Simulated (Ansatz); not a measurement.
**Ta₃N: a film clamped to a substrate**

The calculation used Ansatz 0.2.0, DFT PBEsol, scalar-relativistic, plane waves, PAW. Settings: plane waves to 420 eV, k-mesh 18×18×8 (Γ-centred), Gaussian smearing 0.15 eV. Spin–orbit coupling is left out, which can shift energies with elements as heavy as these. No spin polarisation. Energies are free energies at this smearing, counted from the undisturbed cell; pressure is positive in compression.

The starting cell (relaxed at this level; it needn't be the usual structure):

```
Ta N
1.0
     3.00050    0.00000    0.00000
    -1.50025    2.59851    0.00000
     0.00000    0.00000    7.44993
Ta N
3 1
Direct
  0.00000 0.00000 0.50000
  0.33333 0.66667 0.17259
  0.66667 0.33333 0.82741
  0.00000 0.00000 0.00000
```

The cell (4 atoms, V0 = 58.09 Å³) is strained by p along both x and y and by q along z, fractional coordinates fixed. τp = (1/V0) ∂E/∂p = (σxx + σyy)(1 + p)(1 + q) and τq = (1/V0) ∂E/∂q = σzz(1 + p)², with tension positive.

| p | q | ΔE (meV/atom) | τp (GPa) | τq (GPa) |
| --- | --- | --- | --- | --- |
| 0.000 | 0.000 | 0.00 | 0.09 | -0.12 |
| -0.040 | 0.000 | 91.03 | -53.17 | -19.53 |
| 0.040 | 0.000 | 75.03 | 39.50 | 15.94 |
| 0.000 | -0.040 | 27.89 | -19.22 | -15.95 |
| 0.000 | 0.040 | 23.71 | 16.46 | 12.86 |

Task: Get the second derivatives of the energy density.

Result: Central differences give A = ∂τp/∂p = 1158 GPa (C11 + C22 + 2 C12), C = ∂τq/∂q = 360 GPa (C33) and the cross term B = ∂τq/∂p = 443 GPa (C13 + C23); ∂τp/∂q = 446 GPa must equal B, and any difference shows higher-order terms. Steps this large leave an error of some per cent of A or C in all of these, which can swamp a small B. The ions are clamped.

Task: A film of this crystal grows with z along the normal on a substrate that imposes p. How does its thickness respond, and what does the misfit cost?

Result: Count p and q from the stress-free cell. A free surface needs τq = 0, so q = −(B/C) p = -1.23 p. The energy density left is (A − B²/C) p²/2 = M p², with the biaxial modulus M = 306 GPa; a misfit of 1 % costs 2.78 meV/atom, against 5.25 meV/atom if the thickness were held.

Forces appear on the atoms along this scan, and letting them relax would lower the energy and soften the response. In a metal these slopes depend on the k mesh and the smearing.

Letting the thickness respond nearly halves the misfit cost, from 5.25 to 2.78 meV/atom, because in-plane and normal strain are strongly coupled. The Ta–N bonds and the Ta–Ta contacts between layers are inclined to z, so stretching the layers lengthens them and a thinner film shortens them again. The compensation is partial: at q = -1.23 p the volume still grows under in-plane tension.

That A far exceeds C doesn't mean stiffer bonding within the layers, since p strains two directions at once. A is in fact close to twice C plus B, the condition for equal linear compressibility along and across the layers. Despite the layered nitrogen order, z is thus not a soft, van der Waals-like direction, which suits a close-packed metal framework held together by Ta d bonding and Ta–N p–d bonding. Compression costs more than equal tension for both strains, as expected from short-range repulsion.

Whether a film would stay coherent also depends on the energy of misfit dislocations, which these elastic data don't provide.
